Question: How does mixing O 2p with Ti 3d produce a ferroelectric soft mode, and does it explain Tc in BaTiO3?

I keep reading that BaTiO3 goes polar because of a "pseudo-Jahn-Teller" or "vibronic" coupling between the filled O 2p bands and the empty Ti 3d bands. The ground state is a closed shell, so I don't see what can be gained by distorting. Can someone derive the soft-mode frequency from a minimal model, show when the polar state wins, and say what temperature and free carriers do to it?

Answer

The closed shell gains energy at second order in the displacement, because the displacement lets filled and empty levels repel each other. The idea goes back to Bersuker (1966) and to Kristoffel and Konsin (1967). The two-level version can be solved exactly.

1. Premises

(a) One polar coordinate u per cell, the same in every cell (a transverse optical mode at q = 0, zero macroscopic field). For BaTiO3 u is the shift of Ti against its oxygen octahedron along a cube axis, and M is the reduced mass of that motion.

(b) One valence level at −Eg/2 and one conduction level at +Eg/2 per cell and per spin, without dispersion. The zero of energy is midgap.

(c) The two levels have opposite parity about the Ti site. The perturbation linear in u is odd, so its diagonal elements vanish and only the off-diagonal element V u survives; V is taken real, in eV/Å. In the octahedron the O 2p combination and u both transform as t1u, and t1u × t1u contains t2g, so the mixing with Ti 3d (t2g) is allowed.

(d) Everything else (core repulsion, ionic electrostatics, mixing with remote levels, diagonal terms of order u²) is collected in a harmonic energy K0 u²/2 with K0 > 0, independent of temperature and of the occupations.

(e) Electrons are independent fermions in these levels, V being an effective, already screened coupling. The neutral crystal has two electrons per cell.

(f) The electrons follow u adiabatically, and u is a classical variable. Section 6 gives the size of what (b) and (f) leave out.

ω is an angular frequency, k is Boltzmann's constant, and all energies are per cell.

2. Levels and free energy

For each spin the Hamiltonian in the basis (valence, conduction) has diagonal elements −Eg/2, +Eg/2 and off-diagonal elements V u. Its secular equation is E² − Eg²/4 − V²u² = 0, so the levels are ±ε with

ε(u) = √(Eg²/4 + V²u²), dε/du = V²u/ε.

The levels are symmetric about zero for every u. With f(E) = 1/(exp((E − μ)/kT) + 1) and μ = 0 one has f(ε) + f(−ε) = 1, that is one electron per spin and two per cell. Hence μ = 0 at all u and T, and the free energy equals the grand potential:

F(u) = K0 u²/2 − 2kT [ln(1 + exp(ε/kT)) + ln(1 + exp(−ε/kT))].

The product of the two arguments is 2 + 2 cosh(ε/kT) = 4 cosh²(ε/2kT), which gives

F(u) = K0 u²/2 − 4kT ln[2 cosh(ε/2kT)].

Since dF/dε = −2 tanh(ε/2kT), the chain rule gives

dF/du = u [K0 − 2V² tanh(ε/2kT)/ε]. (1)

3. The soft mode

Differentiating (1) at u = 0 leaves only the bracket, because the other term carries a factor u. There ε = Eg/2, and the equation of motion M d²u/dt² = −dF/du gives

M ω² = K0 − (4V²/Eg) tanh(Eg/4kT). (2)

A vibrating lattice does not re-thermalise its occupations within a period, so the use of F needs a word. At u = 0 the levels have no term linear in u, the occupations change only at order u², and that change enters the force at order u³. The curvature at fixed occupations and the isothermal curvature are therefore the same at u = 0.

Second-order perturbation theory reads (2) directly. Each electron in the lower level gains V²u²/Eg, each electron in the upper level loses as much, and the net number is 2[f(−Eg/2) − f(Eg/2)] = 2 tanh(Eg/4kT). The energy change −2 tanh(Eg/4kT) V²u²/Eg has the curvature in (2). Chemically the gain is the extra Ti–O covalency that the shift switches on.

Define τ = 4V²/(K0 Eg). Because tanh < 1, ω² can be negative only if τ > 1, that is

4V² > K0 Eg.

Then ω² vanishes where tanh(Eg/4kTc) = 1/τ. With artanh y = ½ ln[(1 + y)/(1 − y)],

kTc = Eg / (2 ln[(τ + 1)/(τ − 1)]). (3)

The transition is continuous. The function tanh(ε/2kT)/ε falls monotonically with ε, so the bracket in (1) rises monotonically with u² towards K0 and has one zero if it starts negative, none otherwise. Expanding the bracket to order u², with ε ≈ Eg/2 + V²u²/Eg, and writing F = F(0) + Mω²u²/2 + B u⁴/4,

B = (8V⁴/Eg³) [tanh x − x/cosh²x], x = Eg/4kT.

B is positive because sinh x cosh x = ½ sinh 2x > x. Just below Tc, u0² = −Mω²/B. The anharmonicity that stops the distortion comes out of the same mixing; none was put into the lattice term.

4. The polar state at T = 0

Now tanh → 1 and F = K0 u²/2 − 2ε. The bracket in (1) vanishes at ε0 = 2V²/K0 = τEg/2. From V²u0² = ε0² − Eg²/4,

u0² = 4V²/K0² − Eg²/(4V²) = Eg² (τ² − 1)/(4V²), (4)

real exactly when τ > 1. For the depth, K0 u0²/2 = 2V²/K0 − K0Eg²/(8V²) = (Eg/2)(τ − 1/τ), so F(u0) = (Eg/2)(τ − 1/τ) − τEg = −(Eg/2)(τ + 1/τ), while F(0) = −Eg. Thus

F(0) − F(u0) = Eg (τ − 1)²/(2τ).

The curvature at any u is

d²F/du² = K0 − 2V²/ε + 2V⁴u²/ε³ = K0 − V²Eg²/(2ε³), (5)

where ε² − V²u² = Eg²/4 was used. At u0, V²Eg²/(2ε0³) = 4V²/(τ³Eg) = K0/τ², so M ω0² = K0 (1 − 1/τ²). For τ near 1 this is 2K0(τ − 1), twice the magnitude of the curvature K0(1 − τ) at u = 0, as for any u² + u⁴ double well. The level splitting in the polar state is 2ε0 = τEg, wider than in the centred one.

5. Carriers

Let N_v and N_c be the numbers of electrons per cell in the lower and upper level. At fixed electron number F = Ω + μN, and ∂Ω/∂μ = −N cancels the term in dμ/du, so dF/du equals ∂Ω/∂u at fixed μ, which is K0 u plus the sum of occupations times level slopes:

dF/du = u [K0 − (N_v − N_c) V²/ε], M ω² = K0 − (N_v − N_c) 2V²/Eg.

The same expression holds for occupations held fixed out of equilibrium. For kT ≪ Eg and n added electrons per cell, N_v = 2 and N_c = n; for n holes, N_v = 2 − n and N_c = 0. Either way N_v − N_c = 2 − n:

M ω² = K0 − 4V²/Eg + 2V² n/Eg. (6)

A carrier of either sign stiffens the mode by 2V²/Eg, since it removes one electron's worth of level repulsion. A photoexcited pair counts as two carriers and gives 4V²/Eg. Equation (2) is the special case of thermal pairs: 2f electrons and 2f holes with f = f(Eg/2) make n = 4f, and 2 − 4f = 2 tanh(Eg/4kT).

At T = 0, ε0 = (2 − n)V²/K0, so u0² = (2 − n)²V²/K0² − Eg²/(4V²), and the polar state disappears at

nc = 2 (1 − 1/τ)

carriers per cell, or 1 − 1/τ pairs per cell. At n = 2 the vibronic term is gone. This is the model's form of the rule that off-centring of this type favours empty d shells.

6. Range of validity

Adiabaticity. For one electron driven by V u cos ωt, with the lower level as zero of energy, the amplitude a in the upper level obeys iħ da/dt = Eg a + V u cos ωt to first order. The forced solution is a = −(Vu/2)[exp(−iωt)/(Eg − ħω) + exp(iωt)/(Eg + ħω)]. The electronic force is −V(a + a*), with a + a* = −V u cos ωt · 2Eg/(Eg² − ħ²ω²). So 4V²/Eg in (2) becomes 4V²Eg/(Eg² − ħ²ω²), a relative change (ħω/Eg)².

Dispersion. With inversion and time reversal a non-degenerate band obeys E_k(u) = E_k(−u), so there is still no linear term, and second-order theory gives Mω² = K0 − (4/N) Σ_k |V_k|² (f_vk − f_ck)/(E_ck − E_vk) for N cells. Eg is therefore a weighted mean of vertical p–d transition energies and exceeds the smallest gap. If these energies are spread evenly over a width W about Eg at constant V, 1/Eg is replaced by (1/W) ln[(Eg + W/2)/(Eg − W/2)] ≈ (1/Eg)(1 + W²/12Eg²). Carriers sit at band edges and block 2|V_k|²/(E_ck − E_vk) there, not the zone average.

Several channels. For g identical pairs of levels with coupling v, setting V² = g v² leaves (2) and τ unchanged, but B and the stiffening per carrier are divided by g, while u0², the depth and nc are multiplied by g. A one-channel V is a lumped number, larger than any single orbital matrix element.

Uniform u with carriers. A cell holding one extra electron has energy K0 u²/2 − ε, with its minimum at u = 0 when τ < 2. Relaxing from u0 gains K0 u0²/2 − ε0 + Eg/2 = (Eg/2)(1 − 1/τ) if the coupling to neighbouring cells is ignored. In strictly flat bands carriers would self-trap this way; (6) needs a bandwidth well above this energy. Mobile carriers also screen the long-range dipole forces that (d) hides in a constant K0, an effect that (6) omits.

Lattice fluctuations. This is the serious omission for a wide gap. With on-site mixing the electronic energy is a sum over cells of −2ε(u_j), and each u_j fluctuates about its mean by δ. In the self-consistent phonon approximation for the centred phase, δ is Gaussian and the curvature (5) is averaged over it:

M ω² = K0 − ⟨V²Eg²/(2ε(δ)³)⟩ ≈ K0 − 4V²/Eg + (24V⁴/Eg³)⟨δ²⟩. (7)

The last term is 3B⟨δ²⟩ with B at kT ≪ Eg. Classically ⟨δ²⟩ = kT/κ, where 1/κ is the zone average of the inverse renormalised stiffness of the branch, kept finite by the coupling between cells. If κ varies slowly this makes ω² linear in T, the Curie–Weiss behaviour, whereas the electronic term in (2) is activated: 1 − tanh(Eg/4kT) = 2/(exp(Eg/2kT) + 1). Equations (2) and (3) describe the temperature dependence only where the activated term beats 3B⟨δ²⟩, which calls for a gap not many times kTc.

Finally, u has three components in a perovskite and couples to strain. The one-component model cannot choose among ⟨001⟩, ⟨011⟩ and ⟨111⟩ and cannot give a first-order transition.

7. Illustration for BaTiO3

Inputs. Eg = 4.0 eV is an assumed mean O 2p to Ti 3d transition energy, set somewhat above the typical optical gap of about 3.2 eV. V = 8.0 eV/Å and K0 = 58 eV/Å² were chosen so that the model gives a typical Ti–O off-centring near 0.12 Å and a well of the typical order of 20 meV; those two outputs are fitted and test nothing. Ti (47.87 u) moving against three O (48.00 u) has M ≈ 24 u. The compiled tetragonal lattice constants a = 3.994 Å and c = 4.034 Å (300 K, Wikipedia) give a cell volume a²c = 64.35 Å³, used only to convert carrier densities.

Static results of the model. 4V²/Eg = 64 eV/Å², so τ = 1.103 and Mω² = −6 eV/Å² at u = 0, an imaginary frequency of 261i cm⁻¹. From (4), u0² = 0.0761 − 0.0625 = 0.0136 Å², u0 = 0.117 Å, with ε0 = 2.21 eV and a depth of 19 meV. At the minimum Mω0² = 10.4 eV/Å², or 343 cm⁻¹ (ħω0 = 42 meV). The net curvature is a small difference of two large numbers, so only its first one or two figures mean anything.

Temperature. In (3), (τ + 1)/(τ − 1) = 20.33, its logarithm is 3.012, kTc = 0.664 eV and Tc = 7.7 × 10³ K. At 400 K, kT = 34.5 meV and Eg/2kT = 58.0, so 1 − tanh(Eg/4kT) = 1.3 × 10⁻²⁵ against the 1 − 1/τ = 0.094 needed to stabilise the centred structure. The thermal-electron stiffening is 8 × 10⁻²⁴ eV/Å². Forcing Tc = 400 K in (3) would need τ − 1 = 1.3 × 10⁻²⁵ and would leave u0 = 1.3 × 10⁻¹³ Å.

Carriers. The stiffening is 32 eV/Å² per carrier per cell. A density of 10²⁰ cm⁻³ is 0.0064 per cell and adds 0.21 eV/Å². The polar state is lost at nc = 0.19 per cell, 2.9 × 10²¹ cm⁻³.

Neglected terms, to be set against the net 6 eV/Å². Non-adiabaticity: (0.042/4.0)² = 1.1 × 10⁻⁴, or 0.007 eV/Å², negligible. Dispersion with an assumed W = 2 eV: 2.2 per cent of 64, or 1.4 eV/Å², not small, and here absorbed in the fit. Self-trapping energy: at most 0.19 eV. Lattice fluctuations: B = 512 eV/Å⁴ and 3B = 1536 eV/Å⁴; an assumed rms δ of 0.06 Å, which corresponds to κ = 9.6 eV/Å² at 400 K, gives 5.5 eV/Å² from the leading term of (7) and 4.6 eV/Å² from the full Gaussian average. That is most of the instability. Zero-point motion enters ⟨δ²⟩ too: ħω0/2 = 21 meV is of the size of the well depth, so a classical ⟨δ²⟩ is only a first estimate.

How the model's numbers compare with typical knowledge of BaTiO3, quoted as such and not as measurements: the cubic phase gives way near 400 K, so the electronic Tc of (3) is too high by a factor of about 19 and lies far above melting; first-principles calculations typically put the unstable mode near 200i cm⁻¹, so 261i is roughly 30 per cent high; and polar displacements are typically lost near 0.1 electron per cell, so nc is high by nearly a factor of two, the direction expected when screening by the carriers is left out.

For BaTiO3 the p–d mixing thus accounts for the existence of the instability, the shape of the double well and the sign of the carrier effect. The tanh factor plays no part in the transition. The mode is hardened on heating by thermal motion of the ions in the anharmonic potential that the same mixing creates, as in (7).